## Hegerfeldt's theorem: a Newton–Wigner pion released from a 2 fm box

**Statement.** Let $\psi_t=e^{-iHt/\hbar}\psi_0$ with $H$ bounded below, $0\le N(V)\le1$, and $p(t)=\langle\psi_t,N(V)\psi_t\rangle$.

1. Either $p\equiv0$, or $p\ne0$ for almost all $t$. A particle confined at $t=0$ reaches a distant region $V$ at once or never.
2. Take a free particle with Newton–Wigner position and $\mu=mc/\hbar$, and let $P_t(r)$ be the probability outside radius $r$. Causal propagation, $P_t(r)\le P_0(r-c|t|)$, is incompatible with $P_0(r)\le Ce^{-2Kr}$ for any $K>\mu$. Here $K$ is the rate for the amplitude and $2K$ the rate for the probability.

**Model.** One dimension, $H=\hbar c\,\omega(k)$ with $\omega=\sqrt{k^2+\mu^2}$, $N(V)$ the projector on $x\in V$, and one initial mode, $\phi(y)=a^{-1/2}\cos(\pi y/2a)$ for $|y|<a$, zero elsewhere. For $x\ge a+c|t|$,

$$\psi(x,t)=\frac{i}{\pi}\int_\mu^\infty d\kappa\,e^{-\kappa x}\,\tilde\phi(\kappa)\sinh(ctq),\qquad q=\sqrt{\kappa^2-\mu^2},$$

$$\tilde\phi(\kappa)=\int\phi(y)e^{\kappa y}dy=\frac{\pi a^{-3/2}\cosh\kappa a}{\kappa^2+\pi^2/4a^2}.$$

Equivalently, $\psi$ is $\phi$ convolved with the closed-form spacelike propagator

$$G(x,t)=\frac{i\mu ct}{\pi s}K_1(\mu s),\qquad s=\sqrt{x^2-c^2t^2}.$$

**Numbers.** The inputs are $a=1$ fm, the approximate charged-pion mass $mc^2=139.57$ MeV and $\hbar c=197.327$ MeV fm, so $\mu=0.7073$ fm$^{-1}$. At $ct=1$ fm the light cone lies at $x=2$ fm.

| $x$ (fm) | 2 | 3 | 5 | 10 |
|---|---|---|---|---|
| $\lvert\psi\rvert$ (fm$^{-1/2}$) | $0.153$ | $0.0175$ | $1.52\times10^{-3}$ | $1.35\times10^{-5}$ |

The model's probability outside the cone, both sides counted, is $2\int_{2\,\rm fm}^\infty|\psi|^2dx=7.3\times10^{-3}$.

**Proof of 1.** Shift $H$ so that $H\ge0$. For any $\chi$, $f(z)=\langle\chi,N^{1/2}e^{-iHz/\hbar}\psi_0\rangle$ is bounded and analytic for $\operatorname{Im}z<0$ and continuous up to the real axis. Since $p=\|N^{1/2}\psi_t\|^2$, zeros of $p$ are zeros of $f$. A bounded analytic function whose boundary values vanish on a set of positive measure vanishes identically. So $f\equiv0$ for every $\chi$, and $p\equiv0$. A finite signal speed makes $p$ vanish on a time interval and thus forces this branch.

**Proof of 2.** Causality hands the bound $e^{-2Kr}$ on to $P_t$. Both momentum amplitudes, $\hat\psi_0(k)$ and $\hat\psi_t=e^{-i\omega ct}\hat\psi_0$, are then analytic for $|\operatorname{Im}k|<K$, a strip that contains the branch point $k=i\mu$. One circuit around it sends $\omega\to-\omega$ and leaves both amplitudes unchanged, so $\sin(\omega ct)\,\hat\psi_0=0$ on an open set. For $t\neq0$ this gives $\psi_0=0$. In three dimensions the branch point $i\sqrt{\mu^2+k_\perp^2}$ lies in the strip for small $k_\perp$, which suffices.

**Solution of the model.** In $\psi=\int\frac{dk}{2\pi}\,\tilde\phi(-ik)\,e^{ikx-i\omega ct}$ the factor $\tilde\phi$ is entire, because $\cosh\kappa a$ cancels the zeros of the denominator. For $x\ge a+c|t|$ the contour closes upward onto the cut $k=i\kappa$, $\kappa>\mu$. There $\omega=+iq$ on the right bank and $-iq$ on the left. The path runs down the left bank and up the right with $dk=i\,d\kappa$, which gives $\frac{i}{2\pi}(e^{ctq}-e^{-ctq})$ and the stated integral. Setting $\tilde\phi=1$, a point source, yields $G$.

**Comparison.** The integrand has one sign, so $\psi\neq0$ at every point outside the cone for $t\ne0$. For $V$ at distance $d$ from the box, $p(0)=0$ and $p>0$ for $0<|t|<d/c$. This excludes $p\equiv0$ and leaves the "at once" branch. Keeping the walls decouples the interior and realises $p\equiv0$.

The local decay rate $-\partial_x\ln|\psi|$ is an average of $\kappa$ with positive weight, so it exceeds $\mu$. Its mean is $1.22$ fm$^{-1}$ between 3 and 5 fm and $0.94$ fm$^{-1}$ between 5 and 10 fm. At large $x$ the threshold $\kappa\approx\mu$ dominates:

$$|\psi|\simeq c|t|\,\tilde\phi(\mu)\sqrt{\frac{\mu}{2\pi}}\;x^{-3/2}e^{-\mu x},$$

with $\tilde\phi(\mu)=1.335$ fm$^{1/2}$. This leading term gives $1.20\times10^{-5}$ fm$^{-1/2}$ at 10 fm. The rate tends to $\mu$, and no bound $e^{-Kx}$ with $K>\mu$ holds, as part 2 requires.

The tail is purely imaginary. The part $\cos(\omega ct)$ of the evolution is even in $\omega$, has no cut and stays inside the cone, as a Klein–Gordon solution with compact data does. Only $-i\sin(\omega ct)$, whose presence is fixed by the restriction to positive energy, leaks.

**Limits.** The box momentum corresponds to $\pi\hbar c/2a=310$ MeV, above $2mc^2=279$ MeV, so walls this close need a field description with pairs. The leakage $7.3\times10^{-3}$ belongs to the one-particle model. In the field theory local observables commute at spacelike separation, so the signal a real pion carries outside the cone is zero, and $N(V)$ is not such a local observable.